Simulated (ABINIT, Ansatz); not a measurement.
## One calculation of PtSe, 3 ways

```
CELL_PARAMETERS angstrom
0.00000 2.79841 2.79841
2.79841 0.00000 2.79841
2.79841 2.79841 0.00000
ATOMIC_POSITIONS crystal
Pt 0.50433 0.49220 0.49996
Se 0.00435 0.00664 0.00028
```

The cell comes from a database or a generator and needn't be the stable form of this composition.

Atoms were shifted at random by some hundredths of an Å from the given cell, which wasn't relaxed again for these runs.

Alike in all runs: task single point; functional PBE; k mesh 8 × 8 × 8; occupations fermi-dirac, width 0.05 eV; no spin polarisation; no spin-orbit coupling. A missing gap at this level doesn't show that the real crystal is a metal. Pressure is positive in compression and, in plane waves, holds the error of the finite cutoff, which Ansatz's Pulay term estimates and takes out.

```
                        program and potentials  plane-wave cutoff (eV)                                                                      notes  band gap (eV)  pressure (GPa)  largest force (eV/Å)  energy over the undisturbed cell (meV/atom)
                      ABINIT, JTH PAW PBE v2.0                     435                                     8 valence electrons an atom on average         no gap          -14.32                 0.089                                         1.38
         Ansatz, Ansatz PAW (earlier soft set)                     420  17 valence electrons an atom on average; Pulay term of +0.03 GPa included         no gap          -14.39                 0.084                                         1.31
Ansatz, all-electron LAPW, scalar-relativistic                       -                                                                          -         no gap          -14.37                 0.085                                            -
```

Force on atom 1 (Pt), eV/Å:

```csv
program and potentials,x,y,z
"ABINIT, JTH PAW PBE v2.0",0.063,0.002,0.062
"Ansatz, Ansatz PAW (earlier soft set)",0.060,0.001,0.059
"Ansatz, all-electron LAPW, scalar-relativistic",0.061,0.001,0.059
```

None finds a gap. The pressure spans -14.39 (Ansatz, Ansatz PAW (earlier soft set)) to -14.32 GPa (ABINIT, JTH PAW PBE v2.0), with all-electron results at -14.37. The cell lies far from this level's equilibrium.

The functional is the same throughout but for its coding, so the spread measures potentials, basis and numerics; runs on potential files found faulty are left out.

The negative pressure, -14.37 GPa in the all-electron run, means that this rock-salt arrangement is stretched and would contract if the cell were free. The Pt–Se contacts are longer than ordinary Pt–Se bonds, so shortening them should strengthen the overlap of Pt 5d with Se 4p. The missing gap fits the same picture: divalent platinum is d⁸, and in near-octahedral surroundings its two highest d electrons only half fill the σ-antibonding e_g-derived bands. Square-planar coordination, which Pt(II) usually prefers, would instead empty one strongly antibonding orbital and fill the rest.

The random shifts amount mainly to a displacement of one sublattice against the other. The force on Pt opposes it, and the energy rises by 1.31 to 1.38 meV/atom in the two runs that give it, so the lattice resists this particular optic-type motion at the given volume. The close agreement in forces suggests that this response depends little on the treatment of the core. Stability against other distortions, or against a structure with square-planar platinum, doesn't follow.
